The energy change is the energy per atom of the strained crystal less that of the undisturbed cell. It was computed with density functional theory (PBEsol) for zincblende HfN, stretched or squeezed along one cube axis while the two sideways lengths were held. The tensile stress is the pull along that axis, positive when the crystal wants to shorten. The pressure is averaged over the three axes and is positive in compression.

Zincblende HfN (cubic a = 4.910 Å, not relaxed at this level) strained along one cube axis, with side lengths and fractional coordinates fixed. Ansatz 0.2.0, plane-wave PAW, PBEsol, scalar-relativistic, no spin polarisation, cutoff 420 eV, k mesh 16×16×16 for the 2-atom cell, Gaussian smearing of 0.15 eV. Energies are free energies; pressure is positive in compression.

| strain | energy change (meV/atom) | tensile stress along pattern (GPa) | pressure (GPa) |
| --- | --- | --- | --- |
| -0.15 | 250.2 | -42.35 | 33.28 |
| -0.1125 | 124.8 | -30.01 | 21.44 |
| -0.075 | 42.4 | -17.68 | 11.19 |
| 0 | 0.0 | 5.01 | -5.01 |
| 0.0375 | 35.2 | 15.17 | -11.26 |
| 0.075 | 103.9 | 24.35 | -16.52 |
| 0.1125 | 202.2 | 32.16 | -20.82 |
| 0.15 | 324.7 | 38.35 | -24.29 |

## A crystal that seems soft when squeezed

At each strain computed with both signs, stretching costs more energy than squeezing. At a strain of 0.075 the cost is 103.9 meV/atom in tension and 42.4 in compression. Taken at face value, the crystal resists stretching more than twice as strongly as squeezing. That would be odd, because atoms pushed together usually repel ever more steeply, while bonds pulled apart weaken.

There is a tempting way to explain it. Each atom has four equal bonds, and simple geometry makes them lengthen more under stretching than they shorten under an equal squeeze. If the bonds were plain springs at rest in the undisturbed cell, tension would cost 1.22 times as much as compression at a strain of 0.15. The computed ratio there is 1.30, so the picture looks nearly right.

It fails at the smaller strain. The springs give a ratio of 1.11 at 0.075, whereas the calculation gives 2.45. An asymmetry that comes from bond geometry, or from any other curving of the force law about a rest position, must fade as the strain shrinks. Here it grows, which points to a force that is already present at zero strain.

## The undisturbed cell is already under tension

The row at zero strain shows that force directly. Its tensile stress is 5.01 GPa and its pressure is −5.01 GPa, so the cell is pulled equally along all three axes. It is too large for this functional as run here, with PAW datasets made for PBE, whose effect on the stress was not tested. The runs are labelled as starting from Materials Project entry mp-1001916, used as given. Cells from that source are usually relaxed with PBE, which tends to give longer bonds than PBEsol, so a tension of this sign is expected.

A spring that is already stretched behaves in the same way. Pulling it further works against the existing tension, while letting it shorten gives some energy back. The zero of the energy scale therefore sits on a slope and not at the bottom of a valley. Stretching climbs at once, while squeezing first runs downhill before the crystal begins to resist.

The size of this effect follows from one stress and one volume. Because the sideways lengths are held, the axial force acts on a constant area. A small further strain $d\varepsilon$ then changes the energy per atom by

$$dE = V_0\,\sigma\,d\varepsilon ,$$

where $\sigma$ is the tensile stress and $V_0$ is the volume per atom of the undisturbed cell. The tension present at the start, $\sigma_0$, thus adds a term $V_0\sigma_0\varepsilon$ that changes sign with the strain.

For a strain of 0.075, with $V_0 = 14.79$ Å³ and 1 eV/Å³ equal to about 160 GPa, this term is

$$14.79 \times \frac{5.01}{160} \times 0.075 \approx 0.035\ \text{eV},$$

or 35 meV/atom. Taking it away from the tensile energy leaves 69 meV/atom, and giving it back to the compressive energy leaves 77. The order has reversed, and squeezing is now the harder direction. The estimate uses only the stress and volume of the undisturbed cell, and neither of the two energies that it corrects.

## What remains is ordinary stiffening

If the starting tension were the whole story, the corrected costs of stretching and squeezing would be equal. Instead their ratio is 0.90 at a strain of 0.075 and 0.80 at 0.15. This remaining asymmetry grows with strain, as a curved force law demands. The crystal is stiffer in compression, and the starting tension had hidden it.

The stresses agree. The stress gained per unit strain is about 329 GPa in each of the two most compressed intervals, then falls from one interval to the next, down to 165 GPa in the last tensile one. Steep repulsion between atoms pushed together would by itself make this slope keep rising under compression, so the level stretch needs a second look. The axial slope is the slope of the mean stress plus two thirds of the slope of axial less lateral tension. The first part behaves as repulsion suggests: the pressure changes by about 167 GPa per unit strain just above zero and by about 316 GPa in the most compressed interval. The second part, which reflects the resistance to a tetragonal change of shape, drops from about 104 GPa to about 13 GPa over the same range. The squeezed crystal stiffens against loss of volume while it nearly stops resisting the change of shape, and at the compressed end the two trends cancel. The stress is still rising at a strain of 0.15, so the scan stops short of the strength along this path.

The three explanations can also be told apart by how fast the asymmetry grows. Half the difference between the tensile and compressive energies should double from 0.075 to 0.15 if starting tension acts alone. It should grow about eightfold if the crystal starts at rest and only the curved force law is at work. The computed growth is a factor of 1.21, and the half difference has already passed its peak: it is 38.7 meV/atom at 0.1125 and 37.25 at 0.15. A factor below two is what results when starting tension makes stretching dearer while ordinary stiffening makes squeezing dearer, the second effect catching up at large strain.

Two curves were fitted to the energies of all eight rows, including those used in the worked estimate. Both have a quadratic and a cubic term with free coefficients, and one also carries the linear term fixed by the starting stress. With that term the typical (rms) error is about 1 meV/atom, without it 17. The printed output after this text gives both fits. Since energies and stresses come from the same calculation, their agreement shows that they are consistent, not that either is accurate for a real crystal.

The better curve has its own limit. A cubic energy makes the stiffness fall by equal amounts for equal steps of strain. The computed stiffness is level at the compressed end and falls faster and faster in tension. The curve is therefore sound for sorting out the energies within the scan, but a poor guide to where the stress would reach its maximum.

## What to do about it

Look at the stress of the zero-strain row before reading anything into an energy curve. How much a starting stress distorts the curve can be judged by comparing the linear term with the quadratic one:

$$\frac{V_0\sigma_0\varepsilon}{\tfrac12 V_0 C\varepsilon^2} = \frac{2\sigma_0}{C\varepsilon},$$

where $C$ is the stiffness at zero strain, 278 GPa from the better fit, probably a few GPa low because a cubic curve leaves out the next even term. The ratio is about one half at a strain of 0.075 and one quarter at 0.15. Smaller strains keep closer to the elastic range, but they make this distortion worse. A starting cell that is too small would tilt the curve the other way and exaggerate the cost of squeezing.

The danger is greatest when a stiffness is taken from one side of the scan. Setting the whole energy change at 0.075 equal to $\tfrac12 V_0 C\varepsilon^2$ gives about 400 GPa from the stretched row and about 160 GPa from the squeezed one. Their average, about 280 GPa, is close to the fitted value, because the linear term cancels between strains of opposite sign. Paired strains thus rescue the stiffness even when the starting cell is not relaxed.

What they rescue is still the stiffness of a slightly stretched crystal. It also belongs to a test with the sides held, so it corresponds to the elastic constant $C_{11}$ and not to Young's modulus, which describes a bar whose sides are free to contract. It should not be carried over to ordinary HfN, which has the rocksalt structure. The calculation left out spin polarisation, and whether a magnetic state would change the value is untested. It also describes a crystal at zero temperature without zero-point motion.

Nor is the lowest point of this scan the relaxed crystal. Interpolation puts zero axial stress at a strain of about −0.017, between two computed rows and some 4 meV/atom below the undisturbed cell. The sides are still held at their old length there and remain under tension. The cure is to relax all three edges with the same functional and settings, and then to repeat the scan with equal steps on both sides of the new zero.

Numerical output:

```
Energy split and stiffness:
      row  linear term meV/atom  energy less linear term meV/atom  stress slope from row above GPa  lateral tension GPa  bond length change %
    -0.15                -69.37                             319.6                              n/a               -28.75                -4.737
  -0.1125                -52.03                             176.8                            329.1               -17.16                -3.604
   -0.075                -34.69                             77.09                            328.8               -7.945                -2.436
      0.0                     0                                 0                            302.5                 5.01                     0
   0.0375                 17.34                             17.86                            270.9                9.305                 1.265
    0.075                 34.69                             69.21                            244.8                12.61                 2.561
   0.1125                 52.03                             150.2                            208.3                15.15                 3.885
     0.15                 69.37                             255.3                            165.1                17.26                 5.238
Energy ratio tension to compression at 0.075: 2.45
Energy ratio tension to compression at 0.15: 1.298
Same ratio for bond springs at rest in row 0, at 0.075: 1.105
Same ratio for bond springs at rest in row 0, at 0.15: 1.223
Ratio after removing the linear term, at 0.075: 0.8979
Ratio after removing the linear term, at 0.15: 0.799
Odd part of the energy at 0.075 in meV/atom: 30.75
Odd part of the energy at 0.15 in meV/atom: 37.25
Growth factor of the odd part from 0.075 to 0.15: 1.211
Tension of row 0 from these energies alone in GPa: 5.025
fit of energy_change on 8 rows: coefficient of strain**2 12835 +/- 536, coefficient of strain**3 14286 +/- 3846; rms 17.4, worst 0.075 -25.7, leave-one-out rms 31
fit of rest on 8 rows: coefficient of strain**2 12819 +/- 30, coefficient of strain**3 -9491 +/- 214; rms 0.966, worst 0.1125 -1.44, leave-one-out rms 2.44
Stiffness at row 0 from the second fit in GPa: 277.7
Strain of zero axial stress by interpolation: -0.01656
Energy there by the second fit in meV/atom: -4.1
```
